**Question.** I derive the self-energy from Schwinger's functional-derivative equation and test it on a two-electron ion, $1s^2$, in the $1/Z$ expansion. My term linear in $Z$ comes out as $+\tfrac{15}{8}Z$ hartree, while $\langle 1s^2|r_{12}^{-1}|1s^2\rangle$ evaluated directly is $\tfrac58 Z$. I first suspected spin counting, but my spin sums look fine. Where does the factor 3 come from?

---

**Answer.** It is a sign. A factor 3 is what you get from $2+1$ in place of $2-1$, and it appears if the derivative of an inverse is taken without its minus sign.

## Conventions and the part that is right

Hartree atomic units, nonrelativistic, fixed nucleus. Labels $1=(\mathbf r_1,\sigma_1,t_1)$, $v(1,3)=\delta(t_1-t_3)/|\mathbf r_1-\mathbf r_3|$, and $1^+$ has $t_1+0$. With $G(1,2)=-i\langle T\psi(1)\psi^\dagger(2)\rangle$, one has $G(1,2)=+i\rho(x_1,x_2)$ for $t_2=t_1^+$, where $\rho(x_1,x_2)=\langle\psi^\dagger(x_2)\psi(x_1)\rangle$ and $x=(\mathbf r,\sigma)$. A local source $U$ couples to $\hat n=\psi^\dagger\psi$ and is set to zero at the end. $G_0^{-1}=i\partial_t-h$ excludes $U$.

With $G_2(1,3;2,3^+)=(-i)^2\langle T\psi(1)\psi(3)\psi^\dagger(3^+)\psi^\dagger(2)\rangle=\langle T\hat n(3)\psi(1)\psi^\dagger(2)\rangle$, the equation of motion is

$$[G_0^{-1}-U(1)]\,G(1,2)=\delta(1,2)-i\!\int\! d3\; v(1^+,3)\,G_2(1,3;2,3^+).$$

Varying $U$ brings down $-i\hat n(3)$ in both the time-ordered average and its normalisation:

$$\frac{\delta G(1,2)}{\delta U(3)}=-G_2(1,3;2,3^+)+G(1,2)G(3,3^+).$$

Eliminating $G_2$, with $v_H(1)=-i\int d3\,v(1,3)G(3,3^+)$, gives the closed equation

$$G=G_0+G_0(U+v_H)G+i\,G_0\,v\,\frac{\delta G}{\delta U}.$$

Comparison with Dyson's equation $G^{-1}=G_0^{-1}-U-v_H-\Sigma_{xc}$ gives

$$\int\! d4\,\Sigma_{xc}(1,4)G(4,2)=i\!\int\! d3\,v(1^+,3)\frac{\delta G(1,2)}{\delta U(3)}.$$

Energies follow from the Galitskii–Migdal interaction energy $\langle V\rangle=-\tfrac i2\,\mathrm{Tr}[(v_H+\Sigma_{xc})G]$ at equal times $(1,1^+)$. Scaling $v\to\lambda v$ and integrating $d\lambda/\lambda$, the $n$th-order energy is $\langle V\rangle_n/n$.

## The wrong attempt (do not copy)

Write

$$\delta G=+G\,\delta G^{-1}G\qquad\textbf{(wrong)}$$

and strip the right-hand $G$. This gives $\Sigma_{xc}^{\rm w}(1,2)=+i\int d3\,d4\,v(1^+,3)G(1,4)\,\delta G^{-1}(4,2)/\delta U(3)$. The explicit $U$ in Dyson's equation contributes $\delta G^{-1}(4,2)/\delta U(3)=-\delta(4,2)\delta(4,3)$, so

$$\Sigma_x^{\rm w}(1,2)=-i\,v(1^+,2)G(1,2)=+\frac{\rho(x_1,x_2)}{r_{12}}\,\delta(t_1^+-t_2).$$

Take both electrons in the hydrogenic orbital $\phi$. Its charge cloud produces $w(r)=1/r-(Z+1/r)e^{-2Zr}$, and $J=\langle\phi|w|\phi\rangle=5Z/8$. Then $v_H\phi=2w\phi$. Exchange acts within one spin, and $\int d^3r'\,\phi(\mathbf r)\phi(\mathbf r')\phi(\mathbf r')/|\mathbf r-\mathbf r'|=w\phi$, so $\Sigma_x^{\rm w}\phi=+w\phi$. The first-order energy is $\tfrac12\cdot2\cdot(2+1)J$:

$$E^{\rm w}=-Z^2+\tfrac{15}{8}Z+\dots\qquad\textbf{(wrong)}$$

That is your number.

## The symptom

Remove one electron. Now $v_H\phi=w\phi$, and the wrong formula gives the first-order energy $\tfrac12(1+1)J=5Z/8$. A single electron has nothing to repel, so its energy is exactly $-Z^2/2$. For Li$^{2+}$ the wrong scheme moves $-4.5$ to $-2.625$ hartree. No spin factor can be blamed, since only one spin is present.

The two-particle function shows the same thing. At $v=0$ the wrong line gives $\delta G(1,2)/\delta U(3)=-G(1,3)G(3,2)$, hence $G_2=G(1,2)G(3,3^+)+G(1,3)G(3,2)$. The pair density is then $n(x)n(x')+|\rho(x,x')|^2$. It doubles where the Pauli principle demands zero (same place, same spin), and for a determinant of $N$ electrons it integrates to $N^2+N$ rather than $N(N-1)$. For $N=2$ that is 6 against 2. In $1s^2$ both pair densities have the spatial shape $|\phi(\mathbf r)|^2|\phi(\mathbf r')|^2$, so the ratio of the norms is your factor 3.

## The faulty line

Vary $GG^{-1}=1$. Then $\delta G\,G^{-1}+G\,\delta G^{-1}=0$, so

$$\delta G=-G\,\delta G^{-1}\,G.$$

A single level tests it: $G=1/(\omega-\varepsilon-U)$ has $dG^{-1}/dU=-1$ and $dG/dU=+G^2$. Two minus signs are needed, one from the inverse and one from Dyson's equation.

## The mended calculation

The exact formula is

$$\boxed{\Sigma_{xc}(1,2)=-i\!\int\! d3\,d4\;v(1^+,3)\,G(1,4)\,\frac{\delta G^{-1}(4,2)}{\delta U(3)}}$$

with

$$\frac{\delta G^{-1}(4,2)}{\delta U(3)}=-\delta(4,2)\delta(4,3)-\delta(4,2)\frac{\delta v_H(4)}{\delta U(3)}-\frac{\delta\Sigma_{xc}(4,2)}{\delta U(3)}.$$

To follow the slip through the iteration, write $\delta G=-s\,G\,\delta G^{-1}G$, with $s=+1$ correct and $s=-1$ wrong. The boxed formula then carries a prefactor $s$, and at lowest order $\delta G(5,6)/\delta U(3)=s\,G(5,3)G(3,6)$.

The first term gives $\Sigma_x(1,2)=s\,i\,v(1^+,2)G(1,2)=-s\,\rho(x_1,x_2)\,\delta(t_1^+-t_2)/r_{12}$, which is Fock exchange for $s=1$.

The Hartree term gives the ring, with one $s$ from the prefactor and one from $\delta G$, and $i\cdot(-i)=1$:

$$\Sigma_{2a}(1,2)=s^2\,G(1,2)\!\int\! d3\,d5\;v(1,3)G(3,5)G(5,3)v(5,2).$$

Inserting $\Sigma_x$ in the last term gives second-order exchange, with a third $s$ from $\Sigma_x$ itself, and $i\cdot i=-1$:

$$\Sigma_{2b}(1,2)=-s^3\!\int\! d3\,d4\;v(1,3)G(1,4)G(4,3)G(3,2)v(4,2).$$

So the slip leaves the ring intact and reverses both exchange terms. These expressions contain the full $G$. Expanding in $v$ about the hydrogenic $G_0$ therefore yields, at second order, a further piece in which $G$ is dressed by $\Sigma_1=v_H+\Sigma_x$.

**First order.** $\Sigma_1\phi=(2-s)w\phi$, so $E_1=(2-s)J$. For $s=1$ this is $5Z/8$, and the one-electron value $\tfrac12(1-s)J$ vanishes.

**Second order, single excitations.** Let $a,b$ run over hydrogenic states other than $1s$, continuum included. $\Sigma_1[G]$ is linear and symmetric, so the two ways of inserting $G_0\Sigma_1G_0$ contribute equally and give $\sum_\sigma\sum_a|\langle a|\Sigma_1|\phi\rangle|^2/(\varepsilon_{1s}-\varepsilon_a)=(2-s)^2S$, with

$$S=2\sum_a\frac{|\langle a|w|\phi\rangle|^2}{\varepsilon_{1s}-\varepsilon_a}.$$

Numerator and denominator both scale as $Z^2$, so set $Z=1$. In the Dalgarno–Lewis method one solves $(h-\varepsilon_{1s})f\phi=-(w-\tfrac58)\phi$ with $\phi=e^{-r}/\sqrt\pi$. This gives $r^2e^{-2r}f'=2g$, where

$$g(r)=\int_0^r\!(w-\tfrac58)\,x^2e^{-2x}dx=\tfrac1{32}\big[(10r^2-6r-3)e^{-2r}+(8r^2+12r+3)e^{-4r}\big].$$

Then $S=2\cdot4\int_0^\infty g'f\,dr$, and integration by parts yields

$$S=-16\!\int_0^\infty\!\frac{g^2e^{2r}}{r^2}\,dr=-\frac{13}{432}-\frac9{32}\ln\frac43=-0.1110 .$$

**Second order, double excitations.** The time integrals in $-\tfrac i4\mathrm{Tr}[\Sigma_2G_0]$ give $\tfrac12\sum\langle ij|ab\rangle\big(\langle ab|ij\rangle-s\langle ab|ji\rangle\big)/(\varepsilon_i+\varepsilon_j-\varepsilon_a-\varepsilon_b)$ over spin orbitals, with $i,j$ occupied. Define the spatial sum

$$D=\sum_{ab}\frac{|\langle ab|r_{12}^{-1}|\phi\phi\rangle|^2}{2\varepsilon_{1s}-\varepsilon_a-\varepsilon_b}.$$

The ring allows four spin assignments and gives $2D$. Exchange allows the two with equal spins and gives $-sD$. Altogether

$$E=-Z^2+(2-s)\tfrac58Z+(2-s)^2S+(2-s)D+O(1/Z).$$

For $s=1$ the constant is $S+D$, which is the ordinary second-order sum for the $1s^2$ state split into its singly and doubly excited parts. The same-spin half of the ring, which would scatter two electrons out of one spin orbital, is cancelled by $\Sigma_{2b}$. I do not evaluate $D$ here. I take the approximate value $S+D\approx-0.1577$ as an input, which fixes $D\approx-0.0467$.

## Size of the error

The wrong constant term is $9S+3D=-0.999-0.140=-1.139$, and

$$E^{\rm w}-E=\tfrac54Z+8S+2D+O(1/Z)=\tfrac54Z-0.888-0.093=\tfrac54 Z-0.981 .$$

The linear term and $8S$ are computed above. Only the small piece $2D$ rests on the input. For Li$^+$, in hartree:

| order | mended | wrong | wrong − mended |
|---|---|---|---|
| $Z^2$ | $-9$ | $-9$ | $0$ |
| $Z^1$ | $1.875$ | $5.625$ | $3.75$ |
| $Z^0$ | $-0.158$ | $-1.139$ | $-0.981$ |
| truncated sum | $-7.28$ | $-4.51$ | $2.77$ |

The sums are values of the series cut after $Z^0$. The wrong series is the less comfortable one: its mean-field energy $2\langle h\rangle+3J[\phi]$, with the Coulomb integral $J[\phi]$ now taken for a variable orbital, has expansion parameter $3/Z$ after the scaling $r\to r/Z$, and this equals 1 for Li$^+$. Read the error as about $2.8$ hartree, or 75 eV, some 38 % of the mended total energy. At large $Z$ it grows as $5Z/4$ while falling as $5/(4Z)$ relative to $Z^2$, so a percentage comparison of total energies hides it more and more, whereas the one-electron test exposes it at every $Z$.